Dear colleague,

Range-separated RPA splits the Coulomb repulsion at a length $1/\mu$. The smooth long-range part goes to the random-phase approximation (RPA) and the remainder to a density functional. Two things depend on $\mu$: how fast the RPA part converges with the plane-wave cutoff, and how local the remainder is. I derive both here and then put in numbers for an electron gas.

**Conventions and premises**

I write $e^2$ for $e^2/4\pi\epsilon_0=14.40$ eV Å, with $\hbar^2/m=7.620$ eV Å$^2$ and $a_0=\hbar^2/me^2=0.5292$ Å. The density $n$ is summed over spin. The pair density $n_2(\mathbf r_1,\mathbf r_2)$ integrates to $N(N-1)$, so a pair interaction $w$ has the mean value $\tfrac12\iint n_2\,w$. Capital $E$ is a total energy and $\varepsilon$ an energy per electron. The premises are:

1. Nonrelativistic electrons, zero temperature, a nondegenerate closed-shell ground state.
2. The split $e^2/r=w^{lr}+w^{sr}$ with $w^{lr}=e^2\,\mathrm{erf}(\mu r)/r$ and $w^{sr}=e^2\,\mathrm{erfc}(\mu r)/r$.
3. $F^\mu[n]$ is the minimum of $\langle T+W^{lr}\rangle$ over all wave functions of density $n$, and $F^\infty$ is the Coulomb case. The complement is $\bar E^{sr}_{Hxc}=F^\infty-F^\mu$. Its Hartree and exchange parts are the mean of $W^{sr}$ in the Kohn-Sham determinant, and the rest is $\bar E^{sr}_c=E_c-E_c^{lr}$.
4. $E_c^{lr}$ is approximated by the sum of ring diagrams (direct RPA) with $w^{lr}$ and Kohn-Sham orbitals and energies. In the uniform gas these are plane waves with energy $\hbar^2k^2/2m$.

**Step 1: the interaction in wave-vector space**

For a spherical function $\nabla^2(f/r)=f''/r$. With $f=\mathrm{erf}(\mu r)$, which vanishes at the origin and so leaves no point source,
$$\nabla^2\frac{\mathrm{erf}(\mu r)}{r}=-4\pi\,\frac{\mu^3}{\pi^{3/2}}e^{-\mu^2r^2}.$$
So $w^{lr}$ is the potential of a normalised Gaussian charge, whose Fourier transform is $e^{-q^2/4\mu^2}$. Since $\nabla^2\to-q^2$,
$$v(q)=\frac{4\pi e^2}{q^2}e^{-q^2/4\mu^2},\qquad v^{sr}(q)=\frac{4\pi e^2}{q^2}\left(1-e^{-q^2/4\mu^2}\right).\tag{1}$$
The limit $q\to0$ of the second form gives the volume integral
$$\int d^3r\,w^{sr}=\frac{\pi e^2}{\mu^2}.\tag{2}$$

**Step 2: the ring sum**

With $u=\hbar\omega$ on the imaginary frequency axis, the ring sum for the gas is
$$\varepsilon_c^{lr}=\frac1n\int\!\frac{d^3q}{(2\pi)^3}\int_0^\infty\!\frac{du}{2\pi}\,[\ln(1+y)-y],\qquad y=-v(q)\chi_0(q,iu)\ge0,\tag{3}$$
$$\chi_0=-\frac{1}{V}\sum_{\mathbf k\sigma}f_{\mathbf k}(1-f_{\mathbf k+\mathbf q})\frac{2\Delta}{\Delta^2+u^2},\qquad \Delta=\frac{\hbar^2}{2m}(q^2+2\mathbf q\cdot\mathbf k),$$
where $V$ is the volume and $f$ is 1 inside the Fermi sphere and 0 outside.

The small-$\mu$ limit follows at once. For $y\ge0$, $-y\le\ln(1+y)-y\le0$. Also $\int_0^\infty du\,2\Delta/(\Delta^2+u^2)=\pi$, so $\int_0^\infty du\,(-\chi_0)=\pi nS_0(q)$. Here $S_0$ is the fraction of electrons that a kick $\mathbf q$ carries out of the Fermi sphere, one minus the relative overlap of two displaced spheres: $S_0=\tfrac32x-\tfrac12x^3$ for $x=q/2k_F<1$, and 1 beyond. Everywhere $S_0\le 3q/4k_F$. Hence
$$0\ge\varepsilon_c^{lr}\ge-\frac{e^2}{\pi}\int_0^\infty\!dq\,e^{-q^2/4\mu^2}\frac{3q}{4k_F}=-\frac{3e^2\mu^2}{2\pi k_F}.\tag{4}$$
As $\mu\to0$ the RPA part vanishes at least as $\mu^2$. Since $w^{lr}\le2\mu e^2/\sqrt\pi$ vanishes too, the scheme becomes Kohn-Sham theory.

**Step 3: the basis-set error**

Let the response function be represented by plane waves with $q<q_c$ only, all intermediate states being kept. The basis-set error $\delta\varepsilon=\varepsilon_c^{lr}(q_c)-\varepsilon_c^{lr}(\infty)$ is minus the part of (3) from $q>q_c$. Take $q_c>2k_F$. Then every kicked electron leaves the Fermi sphere, and the factor $1-f$ equals 1. At such $q$, $y$ is small (tested below), so $\ln(1+y)-y\simeq-y^2/2$. The frequency integral over a product of two terms of $\chi_0$ is
$$\int_0^\infty\!du\,\frac{4\Delta\Delta'}{(\Delta^2+u^2)(\Delta'^2+u^2)}=\frac{2\pi}{\Delta+\Delta'},$$
which gives
$$\delta\varepsilon=\frac n2\int_{q>q_c}\!\frac{d^3q}{(2\pi)^3}\,v^2\left\langle\frac1{\Delta+\Delta'}\right\rangle,\qquad \Delta+\Delta'=\frac{\hbar^2}{m}\left[q^2+\mathbf q\cdot(\mathbf k+\mathbf k')\right].$$
The average runs over two independent Fermi spheres. On expanding in $k/q$ the odd terms vanish, and each sphere has $\langle k_z^2\rangle=k_F^2/5$:
$$\left\langle\frac1{\Delta+\Delta'}\right\rangle=\frac{m}{\hbar^2q^2}\left[1+\frac{2k_F^2}{5q^2}+\dots\right].\tag{5}$$
Keep the leading term, use $d^3q/(2\pi)^3=q^2dq/2\pi^2$, insert (1) and note $me^4/\hbar^2=e^2/a_0$:
$$\delta\varepsilon=\frac{4ne^2}{a_0}\int_{q_c}^\infty\!dq\,\frac{e^{-q^2/2\mu^2}}{q^4}.\tag{6}$$
The exponent is twice that of (1) because the interaction enters squared. For $\mu\gg q_c$ the Gaussian is 1 over the range that matters, and (6) becomes the Coulomb law $4ne^2/(3a_0q_c^3)$. For $q_c\gg\mu$, substitute $q^2=q_c^2+2\mu^2s$, so $dq=\mu^2ds/q$:
$$\delta\varepsilon=\frac{4ne^2}{a_0}\,\frac{\mu^2}{q_c^5}\,e^{-q_c^2/2\mu^2}\,\rho,\qquad \rho=\int_0^\infty\!ds\,e^{-s}\left(1+\frac{2\mu^2s}{q_c^2}\right)^{-5/2}.\tag{7}$$
Because $1-\tfrac52z\le(1+z)^{-5/2}\le1$ for $z\ge0$, we have $1-5\mu^2/q_c^2\le\rho\le1$. So the basis-set error falls as $\mu^2q_c^{-5}e^{-q_c^2/2\mu^2}$, and $\rho=1$ bounds the integral (6) from above. In terms of the cutoff energy $E_{cut}=\hbar^2q_c^2/2m$ the decay is exponential, where the Coulomb case gives $E_{cut}^{-3/2}$. The error is positive: a finite basis misses negative correlation energy.

To test the truncation at second order, set $\Delta=\epsilon_q=\hbar^2q^2/2m$, so $y=2nv\epsilon_q/(\epsilon_q^2+u^2)$. Then $\int du\,y^3/3=\pi n^3v^3/2\epsilon_q^2$ and $\int du\,y^2/2=\pi n^2v^2/2\epsilon_q$. The third-order ring has the opposite sign and the relative size
$$\frac{nv}{\epsilon_q}=\frac{8\pi n}{a_0q^4}e^{-q^2/4\mu^2}.\tag{8}$$

**Step 4: short-range exchange at large $\mu$**

This step and the next hold for any closed-shell system. In a determinant with doubly occupied orbitals $\phi_i$, $n_2^{KS}=n(\mathbf r_1)n(\mathbf r_2)-\tfrac12|\gamma(\mathbf r_1,\mathbf r_2)|^2$, with $\gamma=2\sum_i\phi_i(\mathbf r_1)\phi_i^*(\mathbf r_2)$ and $\gamma(\mathbf r,\mathbf r)=n$. The on-top value is $n^2/2$: only the opposite-spin half of the pairs can meet. The exchange part is $E_x^{sr}=-\tfrac14\iint|\gamma|^2w^{sr}$. When $\gamma$ varies little over $1/\mu$, $w^{sr}$ acts as a contact interaction of strength (2), and
$$E_x^{sr}\to-\frac{\pi e^2}{4\mu^2}\int n^2\,d^3r.\tag{9}$$
The angular average of $|\gamma|^2$ has no term linear in $r_{12}$, so the next order is $\mu^{-4}$.

For the gas the whole series is available. The Fourier transform of the exchange hole is $S_0-1$, so $\varepsilon_x^{sr}=\tfrac12\int d^3q\,(2\pi)^{-3}v^{sr}(S_0-1)$, or with $A=k_F^2/\mu^2$,
$$\varepsilon_x^{sr}=-\frac{2k_Fe^2}{\pi}\int_0^1\!dx\,\left(1-e^{-Ax^2}\right)\left(1-\tfrac32x+\tfrac12x^3\right).\tag{10}$$
The moments are $\int_0^1x^{2j}(1-\tfrac32x+\tfrac12x^3)\,dx=3/[(2j+1)(2j+2)(2j+4)]$, which is $1/24$ for $j=1$ and $1/80$ for $j=2$. Expanding the exponential and using $n=k_F^3/3\pi^2$,
$$\varepsilon_x^{sr}=-\frac{\pi e^2n}{4\mu^2}\left[1-\frac{3k_F^2}{20\mu^2}+\dots\right],\tag{11}$$
whose first term is (9).

**Step 5: short-range correlation at large $\mu$**

$F^\mu$ is stationary in the wave function at fixed density, so by the Hellmann-Feynman theorem only the explicit $\mu$ dependence of $w^{lr}$ survives in the derivative. With $\partial w^{lr}/\partial\mu=(2e^2/\sqrt\pi)e^{-\mu^2r^2}$, integration from $\mu$ to infinity gives the exact relation
$$\bar E^{sr}_{Hxc}=\int_\mu^\infty\!d\nu\;\frac12\iint n_2^{\nu}(\mathbf r_1,\mathbf r_2)\,\frac{2e^2}{\sqrt\pi}e^{-\nu^2r_{12}^2},\tag{12}$$
where $n_2^\nu$ belongs to the minimising state with interaction $\mathrm{erf}(\nu r)/r$. At large $\nu$ the Gaussian samples only $r_{12}\lesssim1/\nu$, and $n_2^\nu$ tends to the pair density $n_2$ of the real system. The kernel integrates over space to $2\pi e^2/\nu^3$, and over $\nu$ to $\pi e^2/\mu^2$. The leading term is $(\pi e^2/2\mu^2)\int n_2(\mathbf r,\mathbf r)$. The Hartree and exchange parts have the same form with $n_2^{KS}$. Subtracting them leaves the on-top correlation pair density $n_{2,c}=n_2-n_2^{KS}$, equal to $n_2-n^2/2$ at contact.

The next order is $\mu^{-3}$, and it matters. Near contact the opposite-spin pair has a relative s-wave amplitude $\psi(r)$ with reduced mass $m/2$, obeying $(\hbar^2/m)\nabla^2\psi=w\psi$ plus terms regular at $r=0$. For Coulomb repulsion this gives the cusp $\psi=\psi(0)(1+r/2a_0)$. For the modified interaction put $\psi^\nu=\psi+\delta\psi$. To leading order
$$\nabla^2\delta\psi=-\frac{\psi(0)}{a_0}\frac{\mathrm{erfc}(\nu r)}{r}.$$
By (2) the source has total strength of order $\nu^{-2}$, so at fixed separation $\psi^\nu$ and $\psi$ differ only at that order. To order $1/\nu$ we therefore take the solution that decays outside the core. This is a Poisson problem for a spherical source, and with $x=\nu r$,
$$\delta\psi=\frac{\psi(0)}{\nu a_0}D(x),\qquad D(x)=\frac1x\int_0^x\!t\,\mathrm{erfc}\,t\,dt+\int_x^\infty\!\mathrm{erfc}\,t\,dt.$$
Squaring, $n_2^\nu=n_2(\mathbf r,\mathbf r)\,[1+(x+2D)/\nu a_0]$. Since $D(0)=1/\sqrt\pi$, the softened interaction raises the on-top density by the factor $1+2/(\sqrt\pi\nu a_0)$. The average needed in (12) is $K=\int_0^\infty x^2e^{-x^2}(x+2D)\,dx$. The cusp term gives $\tfrac12$. In the first part of $D$, exchanging the order of integration gives $\tfrac12\int_0^\infty te^{-t^2}\mathrm{erfc}\,t\,dt=\tfrac14-\tfrac1{4\sqrt2}$. In the second part, $\int_x^\infty\mathrm{erfc}\,t\,dt=e^{-x^2}/\sqrt\pi-x\,\mathrm{erfc}\,x$, and integration by parts gives $\tfrac{3}{4\sqrt2}-\tfrac12$. The sum of the two is $\tfrac1{2\sqrt2}-\tfrac14$, so $K=1/\sqrt2$. The correction to the integrand of (12) is $\tfrac12\cdot\tfrac{2e^2}{\sqrt\pi}\cdot4\pi K/(a_0\nu^4)=2\sqrt{2\pi}\,e^2/(a_0\nu^4)$ times $\int n_2(\mathbf r,\mathbf r)$. The determinant has no odd-order term, so nothing is subtracted here:
$$\bar E_c^{sr}=\frac{\pi e^2}{2\mu^2}\int n_{2,c}(\mathbf r,\mathbf r)\,d^3r+\frac{2\sqrt{2\pi}\,e^2}{3a_0\mu^3}\int n_2(\mathbf r,\mathbf r)\,d^3r+O(\mu^{-4}).\tag{13}$$
Both terms are local in space. Exchange (9) needs only $n(\mathbf r)$, so a local-density functional is exact for it at leading order. Correlation needs the on-top pair density of the interacting system, which a local-density functional replaces by that of the gas. In the gas $n_2(\mathbf r,\mathbf r)=n^2g_0$, with $g_0$ the spin-averaged pair-distribution function at contact, and
$$\bar\varepsilon_c^{sr}=\frac{\pi e^2n}{2\mu^2}\left(g_0-\tfrac12\right)+\frac{2\sqrt{2\pi}\,e^2n}{3a_0\mu^3}g_0+\dots\tag{14}$$
As $\mu\to\infty$ the complement dies as $\mu^{-2}$, and the scheme returns to exact exchange plus full-range direct RPA, with its treatment of close encounters and its $q_c^{-3}$ convergence.

**Range of validity**

Equation (6) needs $q_c>2k_F$ and small corrections (5) and (8). Setting $\rho=1$ in (7) needs $q_c^2\gg5\mu^2$ as well. The law refers to a cutoff on the response function. In a crystal the orbitals carry high wave vectors from the ion cores, and a cutoff must resolve those too, so (7) describes only the electron-electron part of the convergence. Equation (9) needs $\mu$ large against the local Fermi wave vector and against $|\nabla n|/n$, and its prefactor holds for closed shells only. The first term of (13) needs in addition that the $\mu^{-3}$ term be small, and that ratio falls only as $1/\mu a_0$. Zero temperature means $T$ far below the Fermi temperature.

**Numbers for $r_s=3$, $\mu=0.5/a_0$**

The sphere radius per electron is $3a_0=1.588$ Å, so $n=0.05967$ Å$^{-3}$ and $k_F=1.209$ Å$^{-1}$. The Fermi energy is 5.568 eV, or $6.46\times10^4$ K, so room temperature counts as zero. The separation parameter is $\mu=0.9449$ Å$^{-1}$, the length $1/\mu$ is 1.058 Å, and $A=1.637$. The prefactor $4ne^2/a_0$ is 6.495 eV Å$^{-3}$, and $2k_F=2.418$ Å$^{-1}$ lies below all cutoffs in the table. Energies $\delta\varepsilon$ are in meV per electron.

| $q_c/\mu$ | $q_c$ (Å$^{-1}$) | $E_{cut}$ (eV) | Coulomb law | (7) with $\rho=1$ | $\rho$ | integral (6) |
|---|---|---|---|---|---|---|
| 3 | 2.835 | 30.6 | 95 | 0.35 | 0.67 | 0.24 |
| 4 | 3.779 | 54.4 | 40 | $2.5\times10^{-3}$ | 0.78 | $2.0\times10^{-3}$ |
| 5 | 4.724 | 85.0 | 21 | $9.2\times10^{-6}$ | 0.84 | $7.7\times10^{-6}$ |

At $q=3\mu$ the correction (5) adds 7 % to the integrand and the third-order ring (8) removes 0.46 %, so the second figure in the first row is uncertain. The free-electron energies of premise 4 also matter. The total exchange energy $-3e^2k_F/4\pi$ is $-4.156$ eV and, as found below, the short-range part is $-0.606$ eV, which leaves $-3.550$ eV for the long-range part. If the orbital energies included long-range Fock exchange, each occupied level would drop on average by twice that. The two holes would add up to 14.2 eV to a denominator $\hbar^2q_c^2/m=61.2$ eV at $q_c=3\mu$, a fraction 0.23, partly offset by the lowering of the excited levels. The prefactor changes, the law does not.

For exchange, (9) gives $-0.756$ eV per electron. The $\mu^{-4}$ term of (11) has relative size 0.246, or $+0.186$ eV, and brings the sum to $-0.570$ eV. The exact integral (10) is $-0.606$ eV. The local limit overshoots in magnitude by 25 %. The second term falls below 5 % only for $\mu>\sqrt3k_F=2.09$ Å$^{-1}$.

For correlation I take $g_0=0.09$ as an approximate input, typical of many-body estimates at this density and uncertain by about 0.02. The first term of (14) is then $-0.62$ eV, the second $+0.29$ eV, a ratio of 0.47 in magnitude, and the sum is $-0.33$ eV. A shift of 0.02 in $g_0$ moves the two terms by 0.03 and 0.06 eV in the same direction. The neglected $\mu^{-4}$ order contains $-0.186$ eV from subtracting the exchange term of (11), together with a piece from the curvature of the interacting pair density that I have not derived. So the series fixes $\bar\varepsilon_c^{sr}$ only as a few tenths of an eV, negative, and its leading term alone is no estimate at this $\mu$.

To reduce the ratio 0.47 to 0.1, $\mu$ must grow 4.7-fold, to 4.4 Å$^{-1}$. Keeping $q_c/\mu$ fixed, and with it the Gaussian factor in (7), then costs a cutoff energy 22 times larger. At $\mu=0.9449$ Å$^{-1}$ the long-range RPA energy is converged to a fraction of a meV per electron at 30.6 eV, where the Coulomb law leaves 95 meV, while the short-range terms need their full $\mu$ dependence, as in (10) and (12), instead of the contact limits.